The 4p electrons of a second-row transition-metal ion sit just under the valence shell, at a mean radius near one bohr, and they respond both to the nuclear charge and to the arrangement of the 4d and 5s electrons around them. The shell is full in every ion from Zr+ to Cd+, and relativity splits it into 4p1/2 and 4p3/2, labelled by the total angular momentum j. Given Dirac PBE results for the seven ions Mo+ to Cd+, how closely can the levels, radii and splitting of Zr+ and Nb+ be predicted?

All-electron Dirac Kohn-Sham calculations with the PBE functional for the singly charged 4d-series ions Zr+ to Cd+, run with Quantum ESPRESSO 7.5 (ld1.x). The densities are spherical and spin-unpolarised, and the nucleus is a point charge. Eigenvalues are negative for bound levels.

```
species   Z  electrons                    configuration  eigenvalue (4p1/2) (eV)  eigenvalue (4p3/2) (eV)  mean radius (4p1/2) (bohr)  mean radius (4p3/2) (bohr)  ε(4p3/2) − ε(4p1/2) (eV)
    Zr+  40         39           [Kr] (4d3/2)2 (5s1/2)1                        ?                        ?                           ?                           ?                         ?
    Nb+  41         40                    [Kr] (4d3/2)4                        ?                        ?                           ?                           ?                         ?
    Mo+  42         41           [Kr] (4d3/2)4 (4d5/2)1                  -46.858                  -44.386                      1.2184                      1.2497                    2.4716
    Tc+  43         42  [Kr] (4d3/2)4 (4d5/2)1 (5s1/2)1                  -54.806                  -51.865                      1.1526                      1.1827                    2.9409
    Ru+  44         43           [Kr] (4d3/2)4 (4d5/2)3                  -56.071                  -52.703                      1.1086                      1.1398                    3.3675
    Rh+  45         44           [Kr] (4d3/2)4 (4d5/2)4                  -60.740                  -56.855                      1.0619                      1.0931                    3.8846
    Pd+  46         45           [Kr] (4d3/2)4 (4d5/2)5                  -65.476                  -61.023                      1.0193                      1.0507                    4.4520
    Ag+  47         46           [Kr] (4d3/2)4 (4d5/2)6                  -70.291                  -65.218                     0.98030                      1.0120                    5.0734
    Cd+  48         47  [Kr] (4d3/2)4 (4d5/2)6 (5s1/2)1                  -79.799                  -73.982                     0.93943                     0.97043                    5.8173
```

Z is the nuclear charge, ε a Kohn-Sham eigenvalue, the mean radius ⟨r⟩ is averaged over one orbital, and the last column is the splitting, called the gap below.

The levels deepen at every step, but unevenly. From Ru+ to Ag+ the 4p1/2 level falls by 4.67, 4.74 and 4.82 eV, whereas Mo+ to Tc+ brings 7.95 eV, Tc+ to Ru+ only 1.26 eV and Ag+ to Cd+ 9.51 eV. The configuration column locates the irregularity: Tc+ and Cd+ are the two known ions with a 5s electron. In a regular step the added proton is partly offset by an added 4d electron, whose charge overlaps the 4p shell and screens it. A 5s electron lies farther out, with mean radius 3.04 bohr in Tc+ against 1.68 bohr for 4d5/2 in the same calculation, and charge outside an orbital does little to shield it from the nucleus. Moving an electron from 4d to 5s therefore lowers the potential throughout the interior. Measured against a smooth curve through the five ions that have only 4d valence electrons, 4p1/2 lies 3.37 eV deeper in Tc+ and 4.66 eV deeper in Cd+. The long step into Tc+ and the short step out of it are a regular step plus and minus this offset.

The same runs allow a check of the picture. A charge moved from one outer shell to another changes the potential inside both by nearly a constant, so other inner levels should shift by similar amounts. The 4p3/2 offsets are 3.33 and 4.58 eV, and those of the much deeper 3d5/2 level are 3.80 and 5.16 eV. The shift is thus nearly uniform, and somewhat larger for 3d, which lies more fully inside 4d than 4p does. It does not keep rising inward: the 1s level of the same runs shifts a little less than 3d. That the offset is larger in Cd+ also has the right sense, since 4d contracts faster than 5s along the series: the difference of their mean inverse radii grows from 0.377 to 0.571 per bohr. Converted directly to energy these differences overshoot the offsets about threefold, so they fix only the direction and the order of magnitude; the standard reasons are that 4p does not lie wholly inside 4d and that the other electrons relax.

The gap behaves more smoothly. It rises at every step, by 0.43 to 0.74 eV, and the kinks at the 5s ions are slight. An electron moving through the field of the nucleus feels a magnetic field that couples to its spin, and this coupling is built up in the innermost part of the orbit, where the field is strongest and almost unscreened. The calculation has no spin polarisation and both j levels see one potential, so the gap contains no exchange splitting. To lowest order, in atomic units, with α the fine-structure constant and V the potential energy,

gap ≈ (3/2) ⟨ (α²/2r) dV/dr ⟩

where 3/2 is the difference of l·s between j = 3/2 (+1/2) and j = 1/2 (−1). A constant added to V drops out of dV/dr, which is why an offset of more than 3 eV in each level of Tc+ leaves only 0.044 eV in the gap.

For a one-electron ion this average scales as Z⁴. Landé's argument splits the four powers into two pairs. What the electron collects on one passage near the nucleus scales as the square of the inner, nearly bare charge. How often it passes is set by the outer part of the orbit, and scales as the square of a screened charge Z − s, or, for a fixed number of nodes, as 1/⟨r⟩². Hence

gap ≈ A Z² (Z − s)², so that √gap / Z is nearly linear in Z.

The factorisation is a semiclassical argument, and the table can only be compared with its consequences. From Mo+ to Cd+ the 2p splitting grows 1.81-fold, the 3p 1.96-fold and the 4p 2.35-fold, corresponding to powers of Z of 4.4, 5.0 and 6.4. A heavily screened shell gains more in relative terms from each proton, because Z − s is a small number. For 4p the factor Z² supplies (48/42)² = 1.306 and the contraction (1.2184/0.93943)² = 1.682; their product, 2.197, falls short of 2.354 by 7 per cent of the product. The same test on the deeper shells of these runs, with the j = 1/2 radii, shows where the shortfall sits: from Mo+ to Cd+, gap × ⟨r⟩²/Z² is constant to 0.1 per cent for 2p and grows by about 2 per cent for 3p, against 7 per cent for 4p. The 2p power above four is thus carried by the contraction of that shell, and a shortfall that grows with n points to 1/⟨r⟩² as a rough measure of the outer factor for a heavily screened shell, though the runs do not isolate the cause. The small 5s effect on the gap fits the same scaling: the 4p1/2 radius shrinks by 0.69 per cent in Tc+ and 0.57 per cent in Cd+ relative to the smooth curve, and the gap rises by 1.53 and 1.22 per cent, a little more than twice as much.

The two j levels differ in radius by 0.030 to 0.032 bohr in all known rows. Relative to the 4p1/2 radius the difference grows from 2.6 per cent in Mo+ to 3.3 per cent in Cd+, about as Z², as a relativistic effect of order (Zα)² should, while the shell itself contracts by a similar factor. The constancy is a near cancellation of these two trends and should persist for two more rows.

Three three-parameter forms for the gap, each with a constant 5s term, were fitted to all seven known rows. The Landé line leaves at most 0.38 per cent of the computed gap, a form (Z − σ)⁴ with one screening constant σ leaves 0.60 per cent and a pure power of Z leaves 1.13 per cent. These residuals far exceed the rounding of the table, and in each form the worst row is Mo+, overestimated, at the end from which the extrapolation starts. The screening constants trade against the prefactors and carry no meaning of their own. The forecast therefore allows for curvature: a quadratic in Z through the five pure-d rows, for ε, for 1/⟨r⟩ and for √gap/Z, plus a 5s offset read at Tc+ and Cd+ and extended linearly in Z. Two rows fix that offset exactly, so it has no internal check, and the Cd+ value is measured against an extrapolated d11 point that no ion can have. The error bar is the miss made when Mo+ is predicted from Ru+ to Ag+ alone, doubled for Zr+, where an allowance for the offset is added. The printed output after the text lists the residuals and bars.

The gap of Nb+, a pure-d ion outside the fit, can be estimated by hand. The values of √gap/Z are 0.037432 for Mo+, 0.041706 for Ru+ and 0.043799 for Rh+. The slope, taken from the unrounded values, is 0.002137 per unit of Z around Z = 43 and 0.002092 around Z = 44.5, so it rises by 0.000045 over 1.5 units towards lower Z and should be about 0.002182 around Z = 41.5. Then

√gap / Z = 0.037432 − 0.002182 = 0.035250, gap = (41 × 0.035250)² = 2.089 eV

and the full quadratic gives 2.090 ± 0.004 eV. Zr+, with two 4d and one 5s electron, needs the offset. For 4p1/2 it changes by (4.659 − 3.374)/5 = 0.257 eV per unit of Z, so three steps below Tc+ it is 3.374 − 0.771 = 2.60 eV. Added to the pure-d curve at −37.89 eV it gives −40.49 ± 0.59 eV.

The forecasts, with their fitted error bars, are these. The gap should be 2.090 ± 0.004 eV for Nb+ and 1.781 ± 0.013 eV for Zr+, still monotonic, with both new steps smaller than any known step. ε(4p1/2) should be −42.35 ± 0.10 eV for Nb+ and −40.49 ± 0.59 eV for Zr+. The step from Zr+ to Nb+ should be short, 1.3 to 2.4 eV, because like Tc+ to Ru+ it trades a 5s electron for 4d, and the step from Nb+ to Mo+ regular, about 4.5 eV. ε(4p3/2) should be −40.25 ± 0.08 eV for Nb+ and −38.69 ± 0.55 eV for Zr+. The 4p1/2 radius should be 1.283 ± 0.002 bohr for Nb+ and 1.345 ± 0.005 bohr for Zr+, with 4p3/2 larger by 0.030 to 0.033 bohr. Zr+ is the riskier case: its offset is extrapolated, its 4d orbital is more diffuse, and reaching it removes 4d3/2 electrons, whose number is the same in every known row.

The withheld rows as computed:

```
species   Z  electrons           configuration  eigenvalue (4p1/2) (eV)  eigenvalue (4p3/2) (eV)  mean radius (4p1/2) (bohr)  mean radius (4p3/2) (bohr)  ε(4p3/2) − ε(4p1/2) (eV)
    Zr+  40         39  [Kr] (4d3/2)2 (5s1/2)1                  -40.278                  -38.506                      1.3474                      1.3783                    1.7720
    Nb+  41         40           [Kr] (4d3/2)4                  -42.262                  -40.176                      1.2839                      1.3154                    2.0863
```

Every computed value falls inside its error bar. The new gap steps are 0.314 and 0.385 eV, below the smallest known one, and the radius differences are 0.0309 and 0.0315 bohr. The 4p1/2 step from Zr+ to Nb+ is short, 1.98 eV. The step from Nb+ to Mo+ is 4.60 eV, about 0.1 eV longer than forecast. The fitted central values miss by 0.06 to 0.20 per cent of the computed value for Nb+ and by 0.19 to 0.53 per cent for Zr+, which is 0.3 to 0.9 of the fitted bars. The ten comparisons are not independent, since the two j levels move together and the gap is their difference.

The misses all point one way. Both ions come out less bound than predicted (4p1/2 by 0.085 eV in Nb+ and 0.215 eV in Zr+, 4p3/2 by 0.072 and 0.187 eV), larger (by 0.001 and 0.003 bohr) and less split (by 0.004 and 0.009 eV). The trial prediction of Mo+ had erred in the same direction for all five quantities, and the symmetric bars made no use of that sign. For Nb+, which has no offset, the fault lies in the curve. A quadratic assumes that the steps shrink evenly towards lower Z, but the step from Nb+ to Mo+, 4.596 eV, is barely smaller than the mean step from Mo+ to Ru+, 9.213/2 = 4.61 eV. The order of filling of the j levels cannot explain this, because Nb+ to Mo+ adds a 4d5/2 electron like the other pure-d steps. A plausible cause, not isolated by these numbers, is that 4d lies relatively farther outside 4p early in the series: the ratio of the 4d5/2 to the 4p1/2 radius is 1.906/1.218 = 1.56 in Mo+ and 1.396/0.980 = 1.42 in Ag+. A 4d electron that screens less makes each step longer, leaving the early ions shallower, larger and less split than a curve dominated by the late ions implies.

For Zr+ the miss lies mostly in the curve. Against the extrapolated curve the offset appears as 2.39 eV where 2.60 eV was forecast, but that curve is already 0.085 eV too deep at Nb+. Starting instead from the computed Nb+ level and repeating the step of 4.596 eV places a pure-d Zr+ near −37.67 eV, and the offset becomes 2.61 eV, close to the forecast; this still rests on one extrapolated step. The change from 4d5/2 to 4d3/2 is likely a minor part, as their radii in Mo+, 1.906 and 1.883 bohr, differ by about one per cent. The row also supports an offset that shrinks to the left. Keeping the Tc+ value would have given −37.89 − 3.37 = −41.26 eV, about 1 eV too deep and outside the error bar.

The choice of variable mattered for the gap. Without curvature the Landé line overshoots Zr+ by 1.85 per cent and Nb+ by 1.06 per cent, the (Z − σ)⁴ form by 2.66 and 1.61 per cent and the pure power by 4.52 and 2.91 per cent, the same ranking as for their residuals on the known rows, but with errors several times larger. Subtracting the two predicted eigenvalues of Zr+ gives 40.493 − 38.693 = 1.80 eV against the computed 1.772 eV, worse than the direct forecast of 1.781 eV. The offsets are not the reason, since Nb+, which has none, shows the same: 2.099 eV by subtraction, 2.090 eV directly and 2.086 eV as computed. Two levels that are quadratic in Z make the gap quadratic too, while the direct route lets it rise as a higher power. The combination gap × ⟨r⟩²/Z² with the 4p1/2 radius, which rises at every step from 2.080 to 2.228 (in 10⁻³ eV bohr²) over the known rows, continues to 2.046 and 2.011 with little trace of the 5s electron. The picture thus carries over to the withheld ions: a 5s electron in place of a 4d one shifts both levels together, and the gap follows the radius.

The agreement is with a model atom. Its configurations are imposed and need not follow the order of the eigenvalues: in Tc+ the occupied 5s level at −11.37 eV lies above the open 4d5/2 at −13.90 eV. Its open shell is spherical and unpolarised with 4d3/2 filled first, so high-spin ground terms, such as those of Mo+ and Tc+, are not represented, and the smoothness of the pure-d curve owes something to this averaging; spin polarisation would add an exchange splitting of 4p that peaks near half filling. Breit terms, which would modify the gap, are absent. The gap is also a difference of eigenvalues and not a separation of spectral lines: in Pd+ the exchange integral G1 between 4d5/2 and 4p3/2 is 11.68 eV against a gap of 4.45 eV, so a real 4p hole couples to the open 4d shell strongly enough to mix the two j levels.

Output of the analysis:

```
known rows: Mo+ Tc+ Ru+ Rh+ Pd+ Ag+ Cd+ | rounding floor: e 0.0005 eV, gap 0.00005 eV, r 0.00005 bohr
steps e(4p1/2) eV: -7.948 -1.265 -4.669 -4.736 -4.815 -9.508
steps gap eV: 0.469 0.427 0.517 0.567 0.621 0.744
r3/2 - r1/2 bohr: 0.0313 0.0301 0.0312 0.0312 0.0314 0.0317 0.0310
1000*gap*r1/2^2/Z^2 (eV bohr^2): 2.080 2.113 2.138 2.163 2.186 2.207 2.228
Mo+ -> Cd+ splitting factor 2p,3p,4p: 1.806 1.959 2.354 | exponent of Z: 4.43 5.04 6.41
2p splitting eV 106.6 192.5 | 3p eV 17.5 34.4 | 4p/2p ratio 0.0232 0.0302
5s offset of 3d5/2 at Tc+, Cd+ (eV): -3.80 -5.16
--- 3-parameter gap models (line + constant 5s term), residual % on known rows
Lande Z^2(Z-s)^2: p or screening 24.03; res 0.38 -0.17 -0.14 -0.16 -0.08 0.06 0.14; worst Mo+
   withheld: predicted eV 1.805 2.108 | miss % 1.85 1.06
power Z^p: p or screening 6.31; res 1.13 -0.60 -0.45 -0.55 -0.31 0.19 0.60; worst Mo+
   withheld: predicted eV 1.852 2.147 | miss % 4.52 2.91
(Z-sigma)^4: p or screening 16.41; res 0.60 -0.29 -0.22 -0.26 -0.14 0.09 0.25; worst Mo+
   withheld: predicted eV 1.819 2.120 | miss % 2.66 1.61
--- forecast model: quadratic on pure-d rows + 5s offset linear in Z
e(4p1/2) eV: max d-row res 0.0113; Mo+ backtest miss -0.0994; max res, no 5s term 2.7429
   5s offset Tc+, Cd+: -3.3741 -4.6589 (6.56 6.20 %)
e(4p3/2) eV: max d-row res 0.0093; Mo+ backtest miss -0.0825; max res, no 5s term 2.7043
   5s offset Tc+, Cd+: -3.3280 -4.5800 (6.86 6.60 %)
r(4p1/2) bohr: max d-row res 0.0001; Mo+ backtest miss -0.0015; max res, no 5s term 0.0063
   5s offset Tc+, Cd+: -0.0080 -0.0053 (-0.69 -0.57 %)
r(4p3/2) bohr: max d-row res 0.0001; Mo+ backtest miss -0.0009; max res, no 5s term 0.0072
   5s offset Tc+, Cd+: -0.0091 -0.0063 (-0.76 -0.65 %)
gap eV: max d-row res 0.0008; Mo+ backtest miss +0.0048; max res, no 5s term 0.0349
   5s offset Tc+, Cd+: 0.0443 0.0699 (1.53 1.22 %)
--- reveal (miss = predicted - computed; offset taken against extrapolated d line)
Zr+ e(4p1/2) eV: pred -40.4930 +- 0.5893; computed -40.2780; miss -0.2150 (0.53%, 0.4 bars); real 5s offset -2.3883
Nb+ e(4p1/2) eV: pred -42.3469 +- 0.0994; computed -42.2620; miss -0.0849 (0.20%, 0.9 bars); real 5s offset +0.0000
Zr+ e(4p3/2) eV: pred -38.6925 +- 0.5514; computed -38.5060; miss -0.1865 (0.48%, 0.3 bars); real 5s offset -2.3903
Nb+ e(4p3/2) eV: pred -40.2480 +- 0.0825; computed -40.1760; miss -0.0720 (0.18%, 0.9 bars); real 5s offset +0.0000
Zr+ r(4p1/2) bohr: pred 1.3446 +- 0.0052; computed 1.3474; miss -0.0028 (0.21%, 0.5 bars); real 5s offset -0.0081
Nb+ r(4p1/2) bohr: pred 1.2829 +- 0.0016; computed 1.2839; miss -0.0010 (0.08%, 0.6 bars); real 5s offset +0.0000
Zr+ r(4p3/2) bohr: pred 1.3757 +- 0.0040; computed 1.3783; miss -0.0026 (0.19%, 0.7 bars); real 5s offset -0.0095
Nb+ r(4p3/2) bohr: pred 1.3145 +- 0.0010; computed 1.3154; miss -0.0009 (0.06%, 0.9 bars); real 5s offset +0.0000
Zr+ gap eV: pred 1.7812 +- 0.0126; computed 1.7720; miss +0.0092 (0.52%, 0.7 bars); real 5s offset +0.0228
Nb+ gap eV: pred 2.0901 +- 0.0043; computed 2.0863; miss +0.0038 (0.18%, 0.9 bars); real 5s offset -0.0000
computed steps Zr+>Nb+>Mo+: e1/2 eV -1.984 -4.596 | gap eV 0.314 0.385
withheld r3/2 - r1/2 bohr: 0.0309 0.0315 | 1000*gap*r^2/Z^2: 2.011 2.046
```
